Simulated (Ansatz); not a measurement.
**BAs at 50 GPa: from Born charge to LO–TO splitting and polaron coupling**

These are results of DFT LDA, scalar-relativistic, plane waves, PAW in Ansatz, not measurements. Cutoff 420 eV, 10×10×10 k-points (Γ-centred), fixed occupations. No spin polarisation. Phonons by linear response, acoustic sum rule imposed.

The cell, relaxed at 50 GPa:
```
CELL_PARAMETERS angstrom
0.00000 2.19912 2.19912
2.19912 0.00000 2.19912
2.19912 2.19912 0.00000
ATOMIC_POSITIONS crystal
B 0.00000 0.00000 0.00000
As 0.75000 0.75000 0.75000
```

Other phases may be more stable at this pressure. The run warned that the force constants aren't converged on this k mesh, so the frequencies and all that is formed from them are rough. The bands were filled as in an insulator; under compression the gap may have closed between mesh points.

Linear response gives ν_TO = 870.0 cm⁻¹, Born charges ±1.161 e (positive on As) and ε∞ = 9.134. The primitive cell holds 21.270 Å³, and the masses are 10.810 and 74.922 amu.

Question: Find ν_LO and the static dielectric constant.

Answer: The long-wave field adds a restoring force: ω_LO² − ω_TO² = Z*²e²/(ε_vac ε∞ μV). In these units ν_LO² − ν_TO² = 4.92064×10⁷ Z*²/(μ V ε∞) cm⁻², with μ = m₁m₂/(m₁ + m₂) = 9.447 amu: 36131 cm⁻². So ν_LO = √(870.0² + 36131) = 890.5 cm⁻¹, and the run gives 890.5. Lyddane–Sachs–Teller then gives ε0 = ε∞ (ν_LO/ν_TO)² = 9.57, against 9.57 in the run (it forms both from the same three quantities, so the match checks the arithmetic only). Between ν_TO and ν_LO the dielectric function is negative and an undamped crystal reflects fully: a reststrahlen band from 11.2 to 11.5 μm.

Question: What do the Clausius–Mossotti polarisability and the Szigeti charge come to?

Answer: With the Lorentz local field, α = (3V/4π)(ε∞ − 1)/(ε∞ + 2) = 3.71 Å³ for the pair, and e_S = 3Z*/(ε∞ + 2) = 0.31 e. The Born charge includes the electrons' response to the dipole's own local field, and e_S takes that enhancement out. The Lorentz field assumes point-like polarisable ions, a poor picture once ε∞ is this large, since the electron clouds then overlap or are shared, so both numbers are formal here.

Question: How strongly does a slow electron couple to the LO mode?

Answer: For one isotropic parabolic band, Fröhlich's constant is α_F = (1/ε∞ − 1/ε0) √(m* Ry/ħω_LO), with Ry = 13.606 eV, ħω_LO = 110.4 meV and m* in free-electron masses: α_F = 0.0050 × 11.10 × √m* = 0.06 √m*. The band mass isn't part of this run; for m* = 0.1, 0.3 and 1 it gives 0.02, 0.03, 0.06. In weak coupling the polaron lies α_F ħω_LO below the band edge (3 meV at m* = 0.3) with a mass m*(1 + α_F/6); past α_F of about 5 or 6 that expansion fails. A semilocal functional's ε∞ tends to be too large, which taken alone lowers α_F.

Cost: 1 run of about 1.4 core-minutes, on Intel Xeon Processor @ 2.50GHz (Skylake/Cascade Lake) (shared hosts).

The lattice adds little to the dielectric response, raising it from 9.134 to only about 9.57, so the picture is of a mainly covalent crystal with a weakly polar optical mode. The Born charge is nevertheless not small, and its sign is the reverse of the formal III–V assignment, with boron acting as the anion. This is the known inverted polarity of BAs: boron has no p shell in its core, so its 2p orbitals are compact and low in energy, and it competes with arsenic for the bonding electrons. The charge is dynamical, measuring how polarisation shifts as the bonds are distorted, and isn't a static ionic charge.

Light boron and stiff bonds put the optical modes high. That stiffness, together with strong electronic screening, limits the ionic response and probably keeps Fröhlich coupling weak for ordinary band masses. Weak polar coupling doesn't by itself imply high mobility, since deformation-potential scattering by acoustic and optical phonons isn't included in α_F.
